## Question

Molybdenum in its body-centred cubic structure was calculated with a semilocal density functional at ten volumes. The levels were filled with a Gaussian smearing of width $\sigma = 0.1$ eV, which makes the occupation fall gradually from full to empty around the Fermi level. The smearing entropy term is the bookkeeping energy that goes with this.

Body-centred cubic Mo, one atom per primitive cell, calculated with Ansatz 0.2.0 (PBEsol, scalar-relativistic, no spin polarization, PAW, plane waves to 420 eV). All rows use an 18×18×18 k mesh and Gaussian smearing of width 0.1 eV. The smearing entropy term carries the negative sign with which it enters the free energy.

```csv
volume (Å³/atom),shortest distance (Å),smearing entropy term (meV/atom)
13.483,2.597,-2.390
13.943,2.626,-1.940
14.402,2.655,-1.870
14.862,2.683,-2.070
15.322,2.710,-2.340
15.400,2.715,-2.390
15.581,2.725,-2.510
15.781,2.737,-2.660
16.241,2.763,-2.980
16.854,2.798,-3.270
```

A student argues as follows. "The size of this term measures the density of states at the Fermi level. Expansion narrows the bands and so packs the levels more densely. The column therefore shows how the density of states of molybdenum responds to volume."

The same calculations also give these facts:

- The overlap between the seventh and eighth bands shrinks at every step of expansion, from 6.61 to 4.82 eV.
- The density of states printed separately for the row at 15.322 Å³, where the pressure is nearly zero, is 0.579 states/eV. The curve stored with it was calculated on a denser mesh of 27 × 27 × 27 points. Around the Fermi level it runs through 0.548, 0.581 and 0.642 states/eV, and nowhere nearby does it fall below 0.50.
- The mesh behind the table has 18 × 18 × 18 points, and the crystal has 48 symmetry operations.

(a) Derive the link between the term and the density of states, and apply it at 15.322 Å³.

(b) Where does the student's reading break down, and which numbers reveal it?

(c) Why does it break down, and does the fault harm the energies and pressures?

## Model answer

**(a)** Let $\varepsilon$ be the energy of a level, $E_F$ the Fermi level and $D$ the density of states, counted for both spins. With Gaussian smearing, each electron state adds to the size of the term, $S$, the amount

$$\frac{\sigma}{2\sqrt{\pi}}\,e^{-(\varepsilon-E_F)^2/\sigma^2}.$$

Only states within about $\sigma$ of the Fermi level matter. If $D$ is constant over that narrow window, the sum over states becomes $D$ times the area under this curve. The Gaussian has the area $\sigma\sqrt{\pi}$, so

$$S = \tfrac{1}{2}D\sigma^2 .$$

At 15.322 Å³ the size is 2.34 meV, or 0.00234 eV. Dividing by $\sigma^2/2 = 0.005$ eV² gives $D = 0.468$ states/eV. If $D$ varies within the window, the result is its average there, weighted by the same Gaussian.

**(b)** The first sign of trouble is the direction of the trend. If expansion merely squeezed all bands together by a common factor, the density of states would rise by that factor, and the term would grow at every step. Instead its size falls from 2.39 meV at the smallest volume to 1.87 meV at 14.402 Å³, and only then begins to rise.

The later rise has the expected direction but not the expected strength. Take the band overlap as a rough gauge of the band width. From 14.402 Å³ to the largest volume it shrinks by a factor of 1.25, whereas the term grows by a factor of 1.75. Narrowing can thus account for only part of the rise.

The second sign is a disagreement within a single row. At 15.322 Å³ the separately printed density of states is 24 % higher than the one derived in part (a). Put back into the formula, it would require a term of 2.90 meV instead of 2.34 meV. This disagreement of 0.56 meV is slightly larger than the whole fall of 0.52 meV on the compressed side.

The fall therefore can't be taken as a property of molybdenum. The rise on expansion, 1.40 meV, stands on firmer ground, because it is two and a half times the disagreement and runs the way that narrowing demands. The part of it that goes beyond narrowing remains unsecured: errors of the size of that disagreement at both ends would be enough to produce it, and the two densities of states can be compared at one volume only.

**(c)** The likely weakness is the small number of levels that the term rests on. The mesh has $18^3 = 5832$ points. At 15.322 Å³ there are $0.468/2 = 0.234$ levels per eV at an average point, each holding two electrons. A window reaching 0.1 eV to either side of the Fermi level is 0.2 eV wide and catches $5832 \times 0.234 \times 0.2 \approx 273$ levels.

Most of these are copies of one another. A mesh point in a general position has 47 symmetry partners with the same energies, so the 273 levels amount to at least about six independent ones. Points on symmetry planes or axes have fewer partners, and on so coarse a mesh they are common, so the true number is expected to be noticeably higher. It is still a handful, and a density of states drawn from a handful of levels depends on where they happen to lie.

Behind this lies a mismatch between two energy scales. From the centre of the Brillouin zone to its boundary the mesh takes only about nine steps, while a d band spans several electronvolts. Neighbouring points on a band can thus be expected to differ by several tenths of an electronvolt, more than the smearing width. The Gaussian is then too narrow to bridge the gaps between the sampled levels. Real structure near the Fermi level can't explain the disagreement at 15.322 Å³ instead. An average over the window can't lie below the lowest value in it, and the curve from the denser mesh stays at or above 0.50 states/eV there. Averaging it over 0.1 eV therefore can't give 0.468. That leaves the sampling on the coarser mesh as the cause.

Through the smearing correction, the energies and pressures hardly feel this. Half of the term's size is added to the free energy to estimate the energy at zero smearing, and this correction changes by only 0.7 meV over the series. Compression to the smallest volume costs 243 meV. Averaged between neighbouring rows, the pressure that belongs to the correction stays below 0.1 GPa, against a total of 47 GPa at the smallest volume. How far the coarse mesh affects the band energy directly isn't tested by these numbers.

## Remarks on the reasoning

**A smooth curve is not a converged curve.** The tempting defence of the column is that its values follow one another without scatter. But the mesh points sit at fixed fractions of the reciprocal cell, so every volume samples the same set of points. As the crystal expands, levels drift gradually into and out of the window, and the sampling error drifts with them. Uniform narrowing alone would only draw the sampled levels towards the Fermi level, so the term would be expected to grow steadily on this mesh too. Once bands shift against one another, a few levels leaving the window can imitate a physical trend, turning point included.

**The formula is not on trial.** A density of states broadened with the same Gaussian on the same mesh would have to agree with the term exactly, because both are then the same sum. The 24 % disagreement arises because the printed value rests on another mesh, with more than three times as many points. That makes it the more trustworthy of the two, though without a third, still denser mesh it isn't shown to be converged either.

**A real effect may be hidden here.** In a body-centred cubic transition metal the d states split into a bonding and an antibonding group with a valley between them. Molybdenum has enough electrons to fill roughly the bonding group, so its Fermi level lies in that valley. Changing the volume also shifts the broad s and p bands against the d bands, which can move the Fermi level along the valley floor or up one of its sides. Such a shift could produce a minimum like the one in the table, but whether it does so is a guess until the sampling is improved.

**The deciding test is a denser mesh at the same smearing width.** If the minimum survives while the number of independent levels in the window grows several times over, it belongs to the metal. A larger width would also catch more levels, but it would average over more of the valley and so change the quantity being measured. At 15.322 Å³ the denser mesh already gives a higher density of states than the term does, but there is no such comparison at the compressed volumes, so the fate of the minimum stays open.

**The same count can be made for another metal.** The number of levels in the window is proportional to the number of mesh points, the density of states and the smearing width. Palladium, whose Fermi level lies near a high d peak, would place several times as many levels in the window on the same mesh. Aluminium, with its steep, nearly free-electron bands, would place about as few there as molybdenum. Its term would deserve the same suspicion, even though it has no d valley to complicate the picture.

**For practical use, the term is a control quantity.** Its small size shows that smearing barely disturbs the energy curve. It doesn't show that the mesh is dense enough for the energy itself, which needs its own comparison of meshes. Nor is it the entropy of warm electrons, since the width of 0.1 eV is a numerical device and not a temperature. An electronic heat capacity could be estimated from the density of states at the Fermi level, but that quantity would first have to be converged with the mesh.
